**Q:** We model silicon deposition and want reliable energies for gas-phase fragments. For triplet SiH₂ I have a long list of methods, from Hartree–Fock up to full configuration interaction. Should I simply take the highest one I can afford?

**A:** Look first at what the highest one achieves.

Neutral triplet SiH₂, computed with Ansatz 0.2.0 at the levels listed, in the cc-pV(D+d)Z basis at the MP2(full)/6-31G* geometry. Core electrons are left out of the correlation treatment, and relativity is not included. The prefixes R and U mark restricted open-shell and unrestricted reference determinants.

```csv
level,computed less measured atomization energy (kJ/mol),rough wall time (s)
RHF,-105.70,n/a
UHF,-111.00,0.2
RMP2,-39.70,n/a
UMP2,-40.10,n/a
CISD,-37.80,0.5
RCCSD,-33.20,n/a
UCCSD,-33.50,n/a
RCCSD(T),-31.20,0.4
UCCSD(T),-31.30,0.4
BCCD(T),-31.30,0.5
RCCSDT,-30.80,n/a
UCCSDT,-30.80,n/a
CISDTQ,-31.00,2
RCCSDT(Q),-30.80,3
UCCSDT(Q),-30.80,2
RCCSDTQ,-30.80,4
UCCSDTQ,-30.80,4
CASSCF valence,-61.30,n/a
NEVPT2 valence,-49.00,0.4
NEVPT4(SD) valence,-39.20,0.7
MRCISD valence,-35.20,n/a
MRCISD+Q valence,-35.90,0.8
FCI,-30.80,8
PBE,-1.50,0.4
BLYP,-8.90,0.4
r2SCAN,23.10,0.8
PBE0,0.50,0.4
B3LYP,2.00,0.4
wB97M-V,0.50,1
B2PLYP,-11.30,0.5
RPA-PBE,-45.70,0.4
```

A negative entry means that the computed molecule is bound too weakly. Full configuration interaction, FCI, treats the correlation of the six valence electrons exactly within the chosen orbitals, and it still misses the measured atomization energy by 30.8 kJ/mol. Within these orbitals, no better treatment of the six electrons can remove that part of the error. It belongs to the setting that all these rows share, chiefly the small double-zeta basis.

**Q:** Why should a small basis weaken the bonds?

**A:** Two electrons of opposite spin avoid each other at short range, which puts a sharp dip in the wave function where they meet. Products of a few smooth orbitals reproduce that dip badly. Forming the two Si–H bonds brings more electrons into close pairs, so the molecule loses more energy this way than the separate atoms do. That is usually the largest part of such a miss, though these rows can't separate it from the rest. The small basis also limits the Hartree–Fock part of the energy, and frozen cores, relativity and the reference value should account for smaller parts.

**Q:** Is 31 kJ/mol a lot for a process model?

**A:** An energy error $\Delta E$ changes an equilibrium constant by the factor $\exp(\Delta E/RT)$. At 1000 K, $RT$ is about 8.3 kJ/mol, so 31 kJ/mol means a factor of about forty, while 4 kJ/mol, the usual target of accurate thermochemistry, means 1.6. This holds for breaking the molecule into atoms; a reaction that keeps most of its bonds cancels part of the error. The triplet is also not the main SiH₂ species in a reactor, since the singlet lies roughly 90 kJ/mol lower, so use these rows to judge methods and not as reactor data.

**Q:** Then how do I judge a method, if the basis spoils every comparison with experiment?

**A:** Compare the wave-function methods with FCI in the same basis. Hartree–Fock (RHF), which has no correlation, falls 74.9 kJ/mol short of it. Second-order perturbation theory (RMP2) leaves 8.9, and coupled cluster with single and double excitations (RCCSD) leaves 2.4. Adding triple excitations by perturbation theory, RCCSD(T), leaves 0.4 kJ/mol, far below the 4 kJ/mol target.

**Q:** CISD also includes single and double excitations, yet it is hardly better than MP2. Is it such a poor method?

**A:** Its total energy for the molecule is much better. RMP2 lies about 65 kJ/mol above the nearly exact energy, and CISD only about 12. But an atomization energy is a difference, and a hydrogen atom, with its single electron, has no correlation error. What counts is therefore the error in the molecule less the error in the silicon atom.

For RMP2 the silicon atom carries about 56 kJ/mol of error, so most of the molecule's error cancels. For CISD the atom carries only about 5, and more than half of the molecule's error survives. A good total energy is thus no guarantee of a good bond energy.

**Q:** Why does the CISD error not cancel?

**A:** Think of two hydrogen molecules far apart. CISD is exact for either one alone, because each has only two electrons. For both together it fails: while one pair is excited, the other should be free to be excited too, but that would move four electrons, and CISD allows two. The error therefore grows with the number of pairs, and SiH₂ has more of them than the silicon atom.

This can be turned into an estimate. Among $N$ electrons there are $N(N-1)/2$ pairs. Once one pair is excited, the other $N-2$ electrons still form $(N-2)(N-3)/2$ pairs, whose correlation CISD now blocks. If $w$ is the weight of the excited configurations and $E_c$ the size of the correlation energy, the loss is about

$$
L \approx \frac{(N-2)(N-3)}{N(N-1)}\;\frac{w}{1-w}\;E_c .
$$

**Q:** Can you put numbers in?

**A:** For the molecule $N=6$, so the first fraction is 0.4. The CISD density has about 0.10 electrons in orbitals that start out empty; at two electrons per excitation, $w$ is about 0.051. With $E_c$ near 250 kJ/mol, the loss is $0.4\times0.054\times250\approx5.4$ kJ/mol.

For the silicon atom $N=4$ and the first fraction is only 1/6. Its $E_c$ is near 180 kJ/mol, and, lacking its occupations, I take $w$ in proportion, 0.037. That is a guess and probably too small, since the 3s pair of the atom is easily excited into its empty 3p orbital. The loss is then about 1.2 kJ/mol, and the atomization energy should suffer by $5.4-1.2=4.2$ kJ/mol.

Coupled cluster restores these simultaneous excitations as products of single and double ones, so the step from CISD to RCCSD is the test. That step is 4.6 kJ/mol, and it was not used in the estimate. The closeness is partly luck, since both weights are rough and the one for the atom is guessed, so read it as agreement in sign and size only.

**Q:** How far would you trust that formula?

**A:** As a guide to size and direction. It treats all pairs of electrons as equally correlated. For the two distant hydrogen molecules that is plainly wrong: only the two pairs within a molecule are correlated, so the first fraction should be 1/2, while the formula gives 1/6. Electrons crowded around one silicon atom come closer to the assumption, though pairs with parallel spins are still correlated less than the others. The weight $w$ is rough too, because an excitation that fills one of the half-filled orbitals puts only one electron into an empty one. It also leaves out excitations in which three electrons move in a truly joint way; those are what RCCSD still lacks. The useful lesson is in the first fraction: it rises from 1/6 for four electrons to 0.4 for six and tends to one for many, so CISD gets worse just where molecules get larger.

**Q:** The molecule has two unpaired electrons. Doesn't that call for a multireference method?

**A:** Not here. Two electrons with parallel spins in two different orbitals are described well by a single determinant, and the success of RCCSD(T) confirms it. The multireference rows all lie further from FCI than RCCSD does: NEVPT2, for example, falls 18.2 kJ/mol short of FCI, about twice as much as RMP2. Among the valence multireference rows the shortfall drops to 8.4 for NEVPT4(SD) and 4.4 for MRCISD, which points to the truncated treatment of the correlation outside the active space rather than to faulty orbitals. For a state that one determinant describes well, the active space adds work without the accuracy of coupled cluster.

**Q:** PBE misses experiment by only 1.5 kJ/mol. Why not use that and forget the rest?

**A:** Because its small miss and the large miss of FCI don't measure the same thing. PBE obtains correlation from the electron density and need not build the short-range dip from orbital products, so a small basis harms it less. It still has some basis error, which may be hiding an error of the functional. PBE0, B3LYP and ωB97M-V also come within 2 kJ/mol, but the spin–orbit energy of the silicon atom, left out of all these calculations, is itself about 2 kJ/mol, so I would not rank the four.

Nor is the whole class safe. r2SCAN binds too strongly by 23.1 kJ/mol, and a larger basis usually strengthens binding further. RPA misses by 45.7 kJ/mol in the other direction; it builds its correlation from empty orbitals, so it should share the slow basis convergence of the wave-function methods. It is also known to bind molecules too weakly even in large bases.

**Q:** So where should I spend my computer time?

**A:** On the basis, with CCSD(T). The step from there to FCI is worth 0.4 kJ/mol, while the miss that remains is nearly eighty times larger. The correlation error of a basis falls roughly as the inverse cube of its level, which is 2 for double, 3 for triple and 4 for quadruple zeta. If the whole miss followed that law, about 9 kJ/mol would be left at triple zeta and about 4 at quadruple. Take this as a planning figure only. The miss may well shrink faster and even change sign: double zeta is often too small to follow the law, the Hartree–Fock part converges faster than the inverse cube, and the measured value for this short-lived triplet may itself be off by several kJ/mol. Judge convergence by the step from one basis to the next, and not by closeness to the measured value.

**Q:** And the price?

**A:** The work of CCSD(T) grows as the fourth power of the number of empty orbitals, so going from double to quadruple zeta costs several hundred times more. That is bearable for three atoms, where the small calculation takes under a second. FCI took only seconds here because six electrons are correlated; its cost explodes with more electrons or orbitals. For many large fragments a functional is the practical choice, provided that you first check it against CCSD(T) in a good basis on a few small relatives.
